**Q:** I have refined the k mesh for one fixed crystal of bcc aluminium, and the energy doesn't settle smoothly. It jumps up and down, and 4x4x4 is even worse than 3x3x3. Is something wrong with the runs?

Single-point PBEsol calculations with Ansatz 0.2.0 for bcc aluminium at 16.12 Å³/atom, without spin polarisation, using PAW datasets made for PBE, a plane-wave cutoff of 571.44 eV, unshifted k meshes and cold smearing of width 0.15 eV. Energies are free energies relative to the 12x12x12 mesh, and pressure is positive in compression. The rows are a selection that leaves out runs that failed or met a known fault of the program.

```tsv
k mesh	energy less reference (meV/atom)	pressure (GPa)
3x3x3	142.19	2.300
4x4x4	237.73	2.830
6x6x6	-60.78	2.700
8x8x8	32.92	2.510
10x10x10	-19.68	2.770
```

**A:** The crystal is the same in every row, so what you see is the error of the sampling. The column "energy less reference" is counted from a 12x12x12 run, which is itself a finite mesh. A negative value therefore doesn't mean a more stable crystal or a better result. It means that this mesh happens to give a lower sum than the reference mesh does.

**Q:** A sum of what?

**A:** Of the energies of the occupied electron states. Each state has a wave vector k, and the true energy is an average over all k, which the mesh replaces by a finite set of points. The runs show that the error sits there: at 4x4x4 the summed band energy lies 256 meV above the reference, close to the 238 meV of the total energy. In every other row the two agree to within 18 meV.

**Q:** Why doesn't a finer mesh simply bring the sum closer each time?

**A:** Because a metal has a sharp edge in k space, the Fermi surface, where occupied states stop. Think of the occupied band energy as built from waves in k space, one for each lattice vector of the crystal. A mesh averages most of these waves to zero, as it should. But a wave whose period fits the mesh spacing has the same value at every mesh point, so it stays in the sum as an error.

For N divisions along each direction, the surviving waves belong to lattice vectors stretched N times. The sharp edge gives each one a strength that oscillates as sin(N·kF·R), where kF is the radius of the Fermi surface and R the length of the unstretched vector. The strength also falls roughly as 1/N³. A finer mesh thus shrinks the possible error, but its sign depends on where the sine happens to be.

**Q:** Can you get the sign of a row from that?

**A:** Take 6x6x6 and treat the electrons as free. Three electrons in 16.12 Å³ give kF = (3π² × 3/16.12)^(1/3) ≈ 1.77 Å⁻¹. The nearest neighbours are at R = 2.756 Å, so x = 6·kF·R is about 29 radians, or 4.65 turns. The fraction left after whole turns lies in the second half of a turn, where the sine is negative, here about −0.8.

**Q:** And the size?

**A:** The Fermi energy of these free electrons is EF = 3.81 × 1.77² ≈ 11.9 eV. Summing the wave over the Fermi sphere, with each state's energy counted from EF, gives 9·EF × 2 sin x/x³ for each neighbour, apart from smaller terms. Eight neighbours then give 8 × 9 × 11.9 × 2 × (−0.8)/29³ ≈ −0.06 eV. With the smaller terms kept and the same error of the reference subtracted, the result is −67 meV, against −61 meV in the table.

**Q:** So the other signs follow from counting turns?

**A:** From 4x4x4 on, yes. Two more divisions advance the wave by 1.55 turns, so it lands near the opposite phase each time. That is why the energy alternates from 4x4x4 to 10x10x10. The nearest neighbours alone give the right sign in every row, but at 3x3x3 that is luck, because more distant ones reverse it there.

**Q:** Then why are both coarse meshes so far above the reference?

**A:** There is a second effect, and it always raises the energy. With the Fermi level held at its proper place, a coarse mesh contains the wrong number of electrons. The level has to move until there are three again. Filling states above the old level costs energy, and so does emptying states below it.

At 4x4x4 the runs put the level 0.68 eV above that of the reference. Free electrons have a density of states of 4.5/EF ≈ 0.38 per eV at the Fermi level. The cost is half of that times the shift squared: ½ × 0.38 × 0.68² ≈ 0.09 eV. On the three finer meshes the shift is small, and the cost is at most about 6 meV.

**Q:** But the level moves further at 3x3x3, by 1.07 eV. Shouldn't that row be the worst?

**A:** Its cost is indeed larger, about 217 meV by the same estimate. What differs is the first effect. At 4x4x4 the surviving waves, summed over ten shells of neighbours, add about 102 meV to that mesh's cost. At 3x3x3 they come to about −112 meV and cancel half of the cost.

**Q:** How far do you trust that cancellation?

**A:** As a likely explanation, not as a settled one. At 3x3x3 the sum over neighbours converges slowly: five shells give −18 meV where ten give −112 meV. With five shells the two coarse meshes come out almost equal. At 4x4x4 the sum isn't settled either, as it goes from 127 to 102 meV, and more shells are expected to bring it down a good deal further. The signs of the two sums should survive, but the waves plus this cost would then fall well short of both rows. The cost is rough too, because it assumes a smooth density of states where a coarse mesh has only a few levels. The model explains why the two meshes can trade places, but it doesn't fix the size of either error.

**Q:** And how good is it elsewhere?

**A:** With ten shells and the cost of the shift, it comes within about 13 meV of the three finer meshes and falls some 50 meV short at 4x4x4, a gap expected to widen once more shells are added. No constant was adjusted to the energies, but the level shifts were read from the same runs, so the cost is not an independent prediction. The output below gives each part row by row. The real crystal also has a lattice potential, which free electrons lack.

**Q:** Can I at least call 10x10x10 converged?

**A:** Not from this table. Between 8x8x8 and 10x10x10 the energy still moves by 33 + 20 = 53 meV. In tests on other systems, the makers of the data found coarse k meshes to be off by up to 40 meV an atom. That figure doesn't come from these runs and is no bound for them: 4x4x4 and 6x6x6 lie almost 300 meV apart, so at least one of them is off by far more. The reference is a finite mesh too, and the table holds no finer one to test it. For a metal, judge the swing over several meshes, because two that agree may only have caught the wave at similar phases.

**Q:** Does the pressure follow the same swing?

**A:** It doesn't. If free electrons are squeezed uniformly, kF·R stays the same and the sampling error simply grows with EF. The pressure error should then have the sign of the energy error, which for 6x6x6 means about 0.4 GPa below the reference. The computed pressure lies 0.5 GPa above it.

**Q:** What goes wrong there?

**A:** Most likely, the free-electron rule leaves out a part of the energy that matters here. In these runs the electrons also feel a nonlocal potential close to each nucleus. It acts differently on s-like and p-like states, so it matters which states a mesh picks. At 6x6x6 the kinetic energy lies 82 meV below the reference, while the nonlocal energy lies 96 meV above it. The free-electron rule fails in the same way at 10x10x10, where the kinetic energy is 38 meV lower and the nonlocal energy 77 meV higher than in the reference.

When the volume V shrinks, the kinetic part should grow roughly as 1/V^(2/3) and the nonlocal part roughly as 1/V. At 6x6x6 the first change then lowers the pressure by about 0.54 GPa, and the second raises it by about 0.96 GPa. Together they give about +0.41 GPa, against the computed +0.51 GPa. The same two parts give +0.08, +0.87, +0.33 and +0.51 GPa at 3x3x3, 4x4x4, 8x8x8 and 10x10x10, against +0.11, +0.64, +0.32 and +0.58 GPa in the runs. The scaling is rough, and the estimate leaves out other parts such as the local energy, which lies 42 meV below the reference at 10x10x10. So this is a likely cause and not a proof. Every row lies above the reference pressure of 2.19 GPa, and 10x10x10 is still 0.58 GPa away from it. At which mesh the pressure settles, and at what value, remains open. Even a settled value would carry whatever error comes from using PBE datasets with PBEsol, which no finer mesh removes.

Printed output of the fit:

```
Free-electron sampling error less that of the reference in meV an atom:
       row  turns of nearest shell  nearest shell  five shells  ten shells
     3x3x3                   2.324          424.5       -17.91      -112.2
     4x4x4                   3.099          155.3        127.1       102.3
     6x6x6                   4.649         -67.36       -60.99      -73.74
     8x8x8                   6.199          20.08        38.51       32.26
  10x10x10                   7.748         -22.89       -29.01      -29.63
Fermi level shift in eV and energies in meV an atom:
       row  level shift  cost of shift  five shells and cost  ten shells and cost  computed
     3x3x3        -1.07          216.8                 198.9                104.6     142.2
     4x4x4       0.6812          87.81                 214.9                190.1     237.7
     6x6x6      0.03988          0.301                -60.69               -73.44    -60.78
     8x8x8       0.1742          5.743                 44.25                   38     32.92
  10x10x10     -0.01964        0.07302                -28.94               -29.55    -19.68
Pressure less reference in GPa and zero-smearing energy less reference in meV an atom:
       row  pressure computed  pressure from free-electron scaling  zero-smearing energy
     3x3x3             0.1133                               0.9422                 145.5
     4x4x4             0.6433                                1.575                 243.7
     6x6x6             0.5133                              -0.4027                -59.72
     8x8x8             0.3233                               0.2181                 34.36
  10x10x10             0.5833                              -0.1304                -20.02
Turns of the nearest-shell wave for two more mesh divisions: 1.55
Energy error at 4x4x4 over that at 8x8x8: 7.221
Ten-shell estimate of the error of the reference itself in meV an atom: 3.98
Band energy less reference at 3x3x3 in meV an atom: 160
Band energy less reference at 4x4x4 in meV an atom: 255.8
Band energy less reference at 8x8x8 in meV an atom: 38.12
Band energy less reference at 10x10x10 in meV an atom: -20.77
```
